## The Rosenfeld equation for isotropic optical rotation

### Premises and conventions

A fluid holds $N$ identical chiral molecules per unit volume, and monochromatic light of angular frequency $\omega$ travels through it along $+z$. SI units are used until the conversion to atomic units. Repeated Cartesian indices are summed. The derivation rests on five premises.

1. The field is classical and weak, so the induced moments are linear in it.
2. The molecule is small against the wavelength, and its coupling to the field is kept to first order in the wave vector.
3. The ground state $|0\rangle$ is a nondegenerate singlet of a spin-free Hamiltonian without static magnetic field, so all eigenfunctions $|n\rangle$ can be chosen real. The excitation frequencies are $\omega_n=(E_n-E_0)/\hbar$, and $\omega$ is far from all of them.
4. Orientations are random and frozen over an optical period.
5. Neighbours act on a molecule only through the Lorentz local field.

For particles of charge $q_i$ and mass $m_i$ the moment operators are

$$\hat\mu_a=\sum_i q_i r_{ia},\qquad \hat m_a=\sum_i\frac{q_i}{2m_i}(\mathbf r_i\times\mathbf p_i)_a,\qquad \hat q_{ab}=\sum_i q_i r_{ia}r_{ib}.$$

The spin moment is omitted because it connects no singlet to another singlet. Under premise 2 the part of the multipolar interaction that is linear in the field is

$$\hat V(t)=-\hat\mu_aE_a-\hat m_aB_a-\tfrac12\hat q_{ab}\,\partial_aE_b, \tag{1}$$

with fields taken at the molecular origin. The second and third terms are of the same order, since $\nabla\times\mathbf E=-\dot{\mathbf B}$ makes $\mathbf B$ the antisymmetric partner of the symmetric field gradient.

A rotation $\phi>0$ (dextrorotation) turns the plane of polarisation clockwise for an observer who faces the source. For the same observer the field of left-circular light turns anticlockwise in time.

### Induced moments of one molecule

Take one term of (1), $\hat V=-\hat C\,F(t)$ with $F=F_0e^{-i\omega t}+F_0^*e^{i\omega t}$, and write $|\psi\rangle=e^{-iE_0t/\hbar}\big(|0\rangle+\sum_{n\ne0}c_n|n\rangle\big)$. The first-order change in the coefficient of $|0\rangle$ is a phase and drops out of expectation values. Projection of the Schrödinger equation on $\langle n|$ gives, to first order, $i\hbar\dot c_n=\hbar\omega_nc_n-C_{n0}F(t)$. The solution that follows an adiabatically switched field is

$$c_n=\frac{C_{n0}}{\hbar}\left[\frac{F_0e^{-i\omega t}}{\omega_n-\omega}+\frac{F_0^*e^{i\omega t}}{\omega_n+\omega}\right].$$

The induced value of an observable $\hat A$ is $\sum_n(A_{0n}c_n+c_n^*A_{n0})$. Collecting the coefficient of $F_0e^{-i\omega t}$ defines the response function

$$\chi_{AC}(\omega)=\frac1\hbar\sum_{n\neq0}\left[\frac{A_{0n}C_{n0}}{\omega_n-\omega}+\frac{C_{0n}A_{n0}}{\omega_n+\omega}\right]. \tag{2}$$

Between real functions the matrix elements of $\hat\mu$ are real and those of $\hat m$, which contains $\mathbf p=-i\hbar\nabla$, are imaginary. For $\hat A=\hat\mu_a$, $\hat C=\hat\mu_b$ both numerators are the same real number, and (2) is the polarisability $\alpha_{ab}=(2/\hbar)\sum_n\omega_n\mu_{a,0n}\mu_{b,n0}/(\omega_n^2-\omega^2)$. For $\hat A=\hat\mu_a$, $\hat C=\hat m_b$ the first numerator is imaginary, $\mu_{a,0n}m_{b,n0}=iI_{ab}^{(n)}$, and the second is its complex conjugate. With $(\omega_n-\omega)^{-1}-(\omega_n+\omega)^{-1}=2\omega/(\omega_n^2-\omega^2)$ this gives $\chi_{\mu_am_b}=-iG'_{ab}$, where

$$G'_{ab}(\omega)=-\frac{2\omega}{\hbar}\sum_{n\ne0}\frac{\operatorname{Im}\big(\langle0|\hat\mu_a|n\rangle\langle n|\hat m_b|0\rangle\big)}{\omega_n^2-\omega^2}. \tag{3}$$

For $\hat A=\hat m_a$, $\hat C=\hat\mu_b$ the first numerator is $(\mu_{b,0n}m_{a,n0})^*=-iI^{(n)}_{ba}$, so $\chi_{m_a\mu_b}=+iG'_{ba}$. A factor $-i$ on $e^{-i\omega t}$ equals $\omega^{-1}\partial_t$, and the real induced moments are

$$\mu_a=\alpha_{ab}E_b+\frac{G'_{ab}}{\omega}\dot B_b+\dots,\qquad m_a=-\frac{G'_{ba}}{\omega}\dot E_b+\dots \tag{4}$$

The omitted terms are the magnetisability, which is achiral and is neglected in a diamagnetic liquid, and the dipole–quadrupole terms. The latter are a dipole $\tfrac12\chi_{\mu_aq_{bc}}\partial_bE_c$ and an induced second moment $q_{bc}=\chi_{q_{bc}\mu_a}E_a$.

$G'$ is a mixed electric–magnetic second derivative, and in practice it comes from linear response equations, with no sum over states. Its low-frequency limit has a geometric form. The static derivatives $|\partial_{E_a}\psi\rangle=\sum_n|n\rangle\mu_{a,n0}/\hbar\omega_n$ and $|\partial_{B_b}\psi\rangle=\sum_n|n\rangle m_{b,n0}/\hbar\omega_n$, inserted in (3), give

$$\lim_{\omega\to0}\left(-G'_{ab}/\omega\right)=2\hbar\operatorname{Im}\langle\partial_{E_a}\psi|\partial_{B_b}\psi\rangle,$$

which is, up to the sign convention, $\hbar$ times the Berry curvature of the ground state in the space of static fields.

### Isotropic average

Molecular orientations are related by proper rotations, under which $G'_{ab}$ transforms as an ordinary tensor. The average over all orientations must be invariant under rotation. The only invariant second-rank tensor is $\delta_{ab}$, and the trace is unchanged by rotation, so $\langle T_{ab}\rangle=\tfrac13T_{cc}\,\delta_{ab}$. The only invariant third-rank tensor is $\epsilon_{abc}$, with a coefficient proportional to $\epsilon_{abc}T_{abc}$. This contraction vanishes for the dipole–quadrupole tensor, which is symmetric in two indices, so both quadrupole terms average to zero. Define

$$\bar\alpha=\tfrac13\alpha_{aa},\qquad \beta_{\rm SI}=-\frac{G'_{aa}}{3\omega}=\frac{2}{3\hbar}\sum_{n\neq0}\frac{R_n}{\omega_n^2-\omega^2},\qquad R_n=\operatorname{Im}\big(\langle0|\hat{\boldsymbol\mu}|n\rangle\cdot\langle n|\hat{\mathbf m}|0\rangle\big). \tag{5}$$

$R_n$ is the rotatory strength. The averaged form of (4) is

$$\langle\boldsymbol\mu\rangle=\bar\alpha\,\mathbf E_{\rm loc}-\beta_{\rm SI}\dot{\mathbf B}_{\rm loc},\qquad\langle\mathbf m\rangle=\beta_{\rm SI}\dot{\mathbf E}_{\rm loc}. \tag{6}$$

### Properties of the rotatory strength

*Parity.* Under inversion $\hat{\boldsymbol\mu}$ changes sign and $\hat{\mathbf m}$ does not. $R_n$ and $\beta_{\rm SI}$ are pseudoscalars. They are opposite for enantiomers, and $\beta_{\rm SI}=0$ for a molecule with an improper symmetry operation.

*Origin.* A shift of the origin by $\mathbf a$ changes $\hat{\boldsymbol\mu}$ by a constant, which has no transition elements, and changes $\hat{\mathbf m}$ by $-\tfrac12\mathbf a\times\hat{\boldsymbol\pi}$ with $\hat{\boldsymbol\pi}=\sum_iq_i\mathbf p_i/m_i=(i/\hbar)[\hat H,\hat{\boldsymbol\mu}]$. For exact states $\boldsymbol\pi_{n0}=i\omega_n\boldsymbol\mu_{n0}$, so

$$\Delta R_n=-\tfrac12\omega_n\,\mathbf a\cdot\operatorname{Re}\big(\boldsymbol\mu_{n0}\times\boldsymbol\mu_{n0}^*\big)=0,$$

because $\mathbf v\times\mathbf v^*$ is imaginary for any vector $\mathbf v$. The trace of $G'$ is independent of the origin, although single elements are not. The proof needs the hypervirial relation between $\boldsymbol\pi_{n0}$ and $\boldsymbol\mu_{n0}$, which fails in a finite basis. Replacing $\boldsymbol\mu_{0n}$ in $R_n$ by $i\boldsymbol\pi_{0n}/\omega_n$ (the velocity form) makes the shift proportional to $\operatorname{Re}(\boldsymbol\pi_{n0}\times\boldsymbol\pi^*_{n0})=0$ in any basis. For variational methods London orbitals serve the same end.

*Sum rule.* The $n=0$ term vanishes because $\langle0|\hat{\mathbf m}|0\rangle=0$ for a real function, so closure gives $\sum_nR_n=\operatorname{Im}\langle0|\hat{\boldsymbol\mu}\cdot\hat{\mathbf m}|0\rangle$. In $\hat{\boldsymbol\mu}\cdot\hat{\mathbf m}$ the same-particle terms vanish, $\mathbf r\cdot(\mathbf r\times\mathbf p)=0$, and the others are products of commuting Hermitian operators. The expectation value is real, and $\sum_nR_n=0$. At high frequency the $\omega^{-2}$ term of $\beta_{\rm SI}$ therefore cancels and $\beta_{\rm SI}\to-(2/3\hbar)\sum_nR_n\omega_n^2/\omega^4$.

### The Lorentz local field

Let $\mathbf E$ and $\mathbf B$ be the macroscopic fields, $\mathbf P=N\langle\boldsymbol\mu\rangle$ and $\mathbf M=N\langle\mathbf m\rangle$. Draw a sphere of radius $a$ about the molecule, larger than the range of liquid structure and small against the wavelength. Outside it the medium is a continuum. The polarisation leaves a charge density of magnitude $P\cos\theta$ on the sphere, whose field at the centre is along $\mathbf P$ with magnitude $(P/4\pi\varepsilon_0)\int\cos^2\theta\,d\Omega=P/3\varepsilon_0$. The molecules inside contribute nothing if they are distributed isotropically and carry the average dipole, because the angular average of the dipole tensor $3\hat r_a\hat r_b-\delta_{ab}$ is zero. Hence $\mathbf E_{\rm loc}=\mathbf E+\mathbf P/3\varepsilon_0$.

The local magnetic field differs from $\mathbf B$ in two ways. A term proportional to $\mu_0\mathbf M$ is of first order in $\beta_{\rm SI}$ and enters (6) at second order. The polarisation current $\dot{\mathbf P}$ in the sphere gives no field at the centre when uniform, and its gradient gives a relative correction of order $(ka)^2$, with $k$ the wave number in the medium. So $\mathbf B_{\rm loc}=\mathbf B$.

Insert these in (6). Then $\mathbf P\,(1-N\bar\alpha/3\varepsilon_0)=N\bar\alpha\mathbf E-N\beta_{\rm SI}\dot{\mathbf B}$. Define $\epsilon=n^2$ by $\varepsilon_0(\epsilon-1)=N\bar\alpha/(1-N\bar\alpha/3\varepsilon_0)$. This is the Lorentz–Lorenz relation $N\bar\alpha/3\varepsilon_0=(\epsilon-1)/(\epsilon+2)$, which gives

$$f\equiv\frac{1}{1-N\bar\alpha/3\varepsilon_0}=\frac{n^2+2}{3}.$$

To zeroth order in $\beta_{\rm SI}$, $\mathbf E_{\rm loc}=[1+(\epsilon-1)/3]\mathbf E=f\mathbf E$, which suffices in $\mathbf M$. With $b=fN\beta_{\rm SI}$,

$$\mathbf P=\varepsilon_0(\epsilon-1)\mathbf E-b\,\dot{\mathbf B},\qquad\mathbf M=b\,\dot{\mathbf E}. \tag{7}$$

Each chiral term carries one power of $f$, because each involves one electric-dipole vertex.

### Circular birefringence and the rotation angle

The bound current is $\dot{\mathbf P}+\nabla\times\mathbf M$, the quadrupole part having averaged out. Faraday's law turns $-b\dot{\mathbf B}$ into $b\nabla\times\mathbf E$, and $\nabla\times\mathbf M=b\,\partial_t\nabla\times\mathbf E$. The two chiral terms contribute equally, and the Ampère–Maxwell law becomes $\nabla\times\mathbf B=\mu_0\partial_t(\varepsilon_0\epsilon\mathbf E+2b\nabla\times\mathbf E)$. Taking the curl of Faraday's law,

$$\nabla\times\nabla\times\mathbf E=-\mu_0\,\partial_t^2\big(\varepsilon_0\epsilon\,\mathbf E+2b\,\nabla\times\mathbf E\big). \tag{8}$$

Try $\mathbf E_\pm=(\hat{\mathbf x}\pm i\hat{\mathbf y})e^{i(kz-\omega t)}$. Since $i\hat{\mathbf z}\times(\hat{\mathbf x}\pm i\hat{\mathbf y})=\pm(\hat{\mathbf x}\pm i\hat{\mathbf y})$, these obey $\nabla\times\mathbf E_\pm=\pm k\mathbf E_\pm$. At $z=0$ the real part of $\mathbf E_+$ is $\hat{\mathbf x}\cos\omega t+\hat{\mathbf y}\sin\omega t$. It turns from $x$ to $y$, which is anticlockwise for an observer facing the source, so $+$ is left (L) and $-$ is right (R). Equation (8) reduces to $k^2\mp2\kappa k-n^2\omega^2/c^2=0$ with $\kappa=\mu_0\omega^2b$, and the forward roots are

$$k_{L,R}=\pm\kappa+\sqrt{n^2\omega^2/c^2+\kappa^2},\qquad k_L-k_R=2\kappa .$$

The mean index cancels from the difference and survives only in $f$. Light polarised along $x$ at $z=0$ is $\tfrac12(\mathbf E_++\mathbf E_-)$. At $z=l$, with $\bar k=(k_L+k_R)/2$,

$$\tfrac12\big[(\hat{\mathbf x}+i\hat{\mathbf y})e^{ik_Ll}+(\hat{\mathbf x}-i\hat{\mathbf y})e^{ik_Rl}\big]=e^{i\bar kl}\big(\hat{\mathbf x}\cos\kappa l-\hat{\mathbf y}\sin\kappa l\big).$$

The light stays linearly polarised, and for $\kappa>0$ its plane has turned from $x$ towards $-y$, which is clockwise for the observer. Thus $\phi=\kappa l=\pi l(n_L-n_R)/\lambda$, with $\lambda$ the vacuum wavelength. Inserting $b$ and (5),

$$\boxed{\phi=-\tfrac13f\,\omega\mu_0Nl\,G'_{aa}(\omega)=f\,\frac{2\mu_0Nl}{3\hbar}\sum_{n\ne0}\frac{\omega^2R_n}{\omega_n^2-\omega^2}} \tag{9}$$

in radians. With $f=1$, the dilute-gas limit, this is the Rosenfeld equation. A band with $R_n>0$ contributes dextrorotation on its long-wavelength side. Well below the first band $\beta_{\rm SI}$ tends to a constant, and $\phi\propto\lambda^{-2}$ as far as the dispersion of $f$ can be ignored.

### Specific rotation in practical units

With $\mu$ in $ea_0$, $m$ in $e\hbar/m_e$ and $\omega$ in $E_h/\hbar$, the atomic unit of $G'$ is $e^2a_0^3/\hbar$. The unit of $\beta_{\rm SI}$ is $e^2a_0^3/E_h=4\pi\varepsilon_0a_0^4$, since $E_h=e^2/4\pi\varepsilon_0a_0$. The quantity $\beta=\beta_{\rm SI}/4\pi\varepsilon_0$ is therefore a length to the fourth power, and its value in bohr$^4$ is $-G'_{aa}/3\omega=\tfrac23\sum_nR_n/(\omega_n^2-\omega^2)$ evaluated in atomic units. With $\mu_0\varepsilon_0=c^{-2}$ and $\omega/c=2\pi\tilde\nu$, (9) reads $\phi=16\pi^3\tilde\nu^2Nl\,f\beta$.

The specific rotation is $[\alpha]=\phi(\text{deg})/(l\rho)$ with $l$ in dm and the mass concentration $\rho$ in g cm$^{-3}$. Put $N=\rho N_A/M$ in cm$^{-3}$, multiply by $180/\pi$, and use 10 cm per dm:

$$[\alpha]=28800\,\pi^2N_Aa_0^4\,\frac{f\beta\tilde\nu^2}{M}=1.3423\times10^{-4}\,\frac{n^2+2}{3}\,\frac{\beta\,\tilde\nu^2}{M}, \tag{10}$$

with $a_0$ in cm, $\beta$ in bohr$^4$, $\tilde\nu$ in cm$^{-1}$, $M$ in g mol$^{-1}$ and $[\alpha]$ in deg cm$^3$ g$^{-1}$ dm$^{-1}$. Rotatory strengths are usually quoted in $10^{-40}$ esu cm erg G$^{-1}$, and one atomic unit is $471.44$ of these.

### Range of validity

The sizes below use $\lambda=589.3$ nm ($\hbar\omega=2.104$ eV $=0.07732\,E_h$) and an index of about 1.397.

*Transparency.* A damping rate $\Gamma$ replaces the denominator by $\omega_n^2-\omega^2-i\omega\Gamma$ and multiplies the dispersive part by $1/(1+x^2)$, $x=\omega\Gamma/(\omega_n^2-\omega^2)$. For a band at 7.0 eV with $\hbar\Gamma=0.5$ eV, $x=0.024$ and $x^2\approx6\times10^{-4}$. Inside a band (9) fails, and the imaginary part describes circular dichroism.

*Multipole truncation and retardation.* The relative corrections are of order $(ka)^2$. For $a=1$ nm, $ka=0.015$ and $(ka)^2\approx2\times10^{-4}$.

*Symmetry.* In oriented samples and crystals the dipole–quadrupole tensor survives and is of the same order as $G'$. Degenerate ground states and static magnetic fields break premise 3.

*Nuclear motion.* The states $|n\rangle$ are vibronic. A vibrational fundamental far below $\omega$ adds about $-\tfrac23R_v/\omega^2$ to $\beta$. An assumed $|R_v|=10^{-43}$ esu cm erg G$^{-1}$, a typical large value, gives $2.4\times10^{-4}$ bohr$^4$. A separate and larger matter is that the electronic $\beta$ depends on geometry and must be averaged over vibrations and conformers, $\beta=\sum_jx_j\beta_j$, with mole fractions $x_j$ that belong to the liquid.

*Local field.* Premise 5 is the weakest. It ignores the correlation between the orientation of a molecule and the positions of its neighbours, changes of $\beta$ by hydrogen bonding, and the rotation produced by a chiral arrangement of neighbours. Nothing in the derivation bounds these terms below $f-1$. The factor must also not be counted twice. For a point molecule in a spherical cavity with $4\pi a^3N/3=1$, Onsager's model has the cavity field $3\epsilon\mathbf E/(2\epsilon+1)$ and the reaction field $2(\epsilon-1)\boldsymbol\mu/[(2\epsilon+1)4\pi\varepsilon_0a^3]$. With $\bar\alpha/4\pi\varepsilon_0a^3=(\epsilon-1)/(\epsilon+2)$ from Lorentz–Lorenz,

$$\frac{3\epsilon}{2\epsilon+1}\left[1-\frac{2(\epsilon-1)^2}{(2\epsilon+1)(\epsilon+2)}\right]^{-1}=\frac{\epsilon+2}{3}.$$

The Lorentz factor already contains the reaction-field enhancement, so $f$ belongs with the $\beta$ of an isolated molecule. A $\beta$ from a continuum calculation that includes the optical reaction field needs only the cavity factor.

### Illustration: neat (S)-2-butanol at the sodium D line

The inputs are $M=74.12$ g mol$^{-1}$ and the typical values $\rho\approx0.81$ g cm$^{-3}$ and $n_D\approx1.397$. Then $\tilde\nu=16969$ cm$^{-1}$, $N=6.58\times10^{21}$ cm$^{-3}$ and $f=1.317$. Equation (10) gives $[\alpha]_D=521.5\,f\beta=687\,\beta$.

The spectrum is modelled by two bands that satisfy the sum rule, at assumed energies of 7.0 and 10.0 eV, with $R_1=-R_2=+1.6\times10^{-40}$ esu cm erg G$^{-1}$ $=3.394\times10^{-3}$ au. The size and sign of $R_1$ were chosen so that the result falls near the typical specific rotation of the neat (S) liquid, roughly $+13$ to $+14$. They are effective, conformer-averaged parameters and no statement about the real bands.

| band | $\hbar\omega_n$ / eV | $\omega_n^2-\omega^2$ / au | contribution to $\beta$ / bohr$^4$ |
|---|---|---|---|
| 1 | 7.0 | 0.0602 | $+0.0376$ |
| 2 | 10.0 | 0.1291 | $-0.0175$ |

The sum is $\beta=0.0201$ bohr$^4$, or $G'_{aa}=-4.7\times10^{-3}$ au. The model's specific rotation is $+10.5$ for $f=1$ and $+13.8$ with the Lorentz factor, a rise of 32 per cent. A 1 dm cell then turns the plane clockwise by $11.2^\circ$ (0.195 rad), which corresponds to $n_L-n_R=3.7\times10^{-7}$. The ratio $\kappa c/n\omega=1.3\times10^{-7}$ shows why second-order terms in $\beta$ could be dropped.

The model also sizes the approximations. The static limit $\beta(0)=0.0174$ bohr$^4$ lies 13 per cent below the D-line value, so dispersion cannot be neglected. The vibrational term estimated above is about 1 per cent of $\beta$ per strong mode. The cavity factor is 1.194, so applying $f$ to a $\beta$ that already includes the reaction field would overcount by a factor 1.10. Rotation about the C2–C3 and C–O bonds gives nine staggered conformers. Moving a mole fraction 0.05 between two conformers whose $\beta_j$ differ by an assumed 0.1 bohr$^4$ shifts $[\alpha]_D$ by 3.4, a quarter of the total and nearly the same as the whole local-field correction. The model's value is therefore about $+14$. Since $R_1$ was fitted with $f$ included, that number tests neither the Lorentz factor nor the two-band spectrum.